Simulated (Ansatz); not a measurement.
Redistribution: C3H10BN + BH2(SH) → C3H9BS + BH2(NH2)

Species: C3H10BN `CC(C)BN`, singlet; BH2(SH), singlet; C3H9BS `CC(C)BS`, singlet; BH2(NH2), singlet. The partners trade NH2 for SH; both sit on B, so the bond types are kept.

Shapes, held fixed at every level: PBE0-D4/def2-TZVP. Flexible molecules stand in one conformer, not always the lowest. Programs: Ansatz 0.2.0. The zero-point and thermal change to 298 K, harmonic and unscaled (PBE0-D4/def2-TZVP), is +0.8 kJ/mol.

```json
{"level": "SPW92/def2-TZVPP", "kind": "LDA", "ΔH(298 K) (kJ/mol)": "-4.6", "less CCSD(T)/CBS estimate": "-0.3", "CPU time (sum over the molecules)": "15 s"}
{"level": "PBE-D4/def2-TZVPP", "kind": "GGA", "ΔH(298 K) (kJ/mol)": "-5.2", "less CCSD(T)/CBS estimate": "-0.9", "CPU time (sum over the molecules)": "29 s"}
{"level": "r2SCAN-D4/def2-TZVPP", "kind": "meta-GGA", "ΔH(298 K) (kJ/mol)": "-4.3", "less CCSD(T)/CBS estimate": "0.0", "CPU time (sum over the molecules)": "49 s"}
{"level": "PBE0-D4/def2-TZVPP", "kind": "global hybrid", "ΔH(298 K) (kJ/mol)": "-4.6", "less CCSD(T)/CBS estimate": "-0.3", "CPU time (sum over the molecules)": "29 s"}
{"level": "MP2/def2-SVP", "kind": "perturbation theory", "ΔH(298 K) (kJ/mol)": "-5.3", "less CCSD(T)/CBS estimate": "-1.0", "CPU time (sum over the molecules)": "–"}
{"level": "CCSD(T)/def2-TZVPP", "kind": "coupled cluster or CI", "ΔH(298 K) (kJ/mol)": "-4.0", "less CCSD(T)/CBS estimate": "+0.3", "CPU time (sum over the molecules)": "47 min"}
{"level": "CCSD(T)/CBS estimate", "kind": "coupled cluster or CI", "ΔH(298 K) (kJ/mol)": "-4.3", "less CCSD(T)/CBS estimate": "0.0", "CPU time (sum over the molecules)": "52 min"}
```

The highest level, CCSD(T)/CBS estimate, gives ΔH(298 K) = -4.3 kJ/mol; the levels span -5.3 to -4.0. The column of differences is taken from that level and isn't an error. No measured value is set beside it here. The CBS estimate extrapolates MP2 from def2-TZVPP and def2-QZVPP and adds CCSD(T) − MP2 in the triple-zeta set, cores frozen. Times are processor times on shared x86 and Arm servers, and rough.

The exchange is mildly exothermic at every level, with NH2 favouring the unsubstituted boron and SH the alkylated one. The vibrational and thermal term works against this, so the preference lies in the electronic energy. The likely cause is competition for the empty boron p orbital. Nitrogen donates its lone pair into it more strongly than sulfur, whose 3p orbital overlaps less well, while the isopropyl group already feeds the same orbital by hyperconjugation. The stronger π donor therefore gains most on BH2. Less crowding beside the longer B–S bond may contribute, and the reaction energy alone can't separate the two effects.

Because B–N and B–S bonds are both conserved, most errors in describing them cancel, which explains why even the LDA lies close to coupled cluster. That agreement says little about how these methods would fare for B–N or B–S bond dissociation. Nor does the result predict the outcome in a condensed phase, where aminoborane readily oligomerises through B–N bridges and could shift the balance.
